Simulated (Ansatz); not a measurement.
# Zn: energy above lowest point against volume scale

Results calculated with Ansatz 0.2.0, not measured. Free energy against uniform scaling of the volume at fixed shape and fractions; periodic cell, basis, potentials, k mesh and filling as listed.

The cell before it is scaled or strained (space group Fm-3m, No. 225):
```
CELL_PARAMETERS angstrom
0.00000 1.96480 1.96480
1.96480 0.00000 1.96480
1.96480 1.96480 0.00000
ATOMIC_POSITIONS crystal
Zn 0.00000 0.00000 0.00000
```

Settings of every row: functional LDA; dispersion none; potentials all-electron LAPW; k mesh 13x13x13; k shift 0x0x0; occupations cold; smearing width 0.05 eV; spin none; SCF threshold exponent -7.

Limits: coarse k mesh, up to 40 meV an atom off; minimum outside the range; the cell comes from a prototype or a list of computed structures and needn't be the stable phase.

```csv
row,volume scale,V (Å³/atom),energy above lowest point (meV/atom)
1,0.92,13.956,0
2,0.96,14.563,17.8
3,1,15.17,46.5
4,1.04,15.777,?
5,1.08,16.384,125.2
```

Question: what energy above lowest point should row 4 give?

Worked fit of energy above lowest point. Take u = (V_r/V)^(2/3) − 1 with V_r = 14.867 Å³ an atom, which is twice the finite (Eulerian) strain; such expansions in the strain, on which the Birch-Murnaghan equation of state is built, carry the rest volume and the bulk modulus. The shown rows have u = 0.04306, 0.01387, -0.01336, -0.06272. Least squares give energy above lowest point = 31.08 − 1040.3 × u + 7349 × u² meV/atom; a straight line predicts inner rows, each left out in turn, worse (root mean square 13 against 0.53 meV/atom). The rows lie off it by 0.1, -0.3, 0.2, 0.0. The withheld row has u = -0.03883, so the fit gives 31.08 − 1040.3 × (-0.03883) + 7349 × (-0.03883)² = 82.6 meV/atom.

The calculation gave 83.3 meV/atom. The fit lies 0.7 meV/atom (0.56 % of the column's range) below it; its largest miss of a shown row is 0.3 meV/atom.
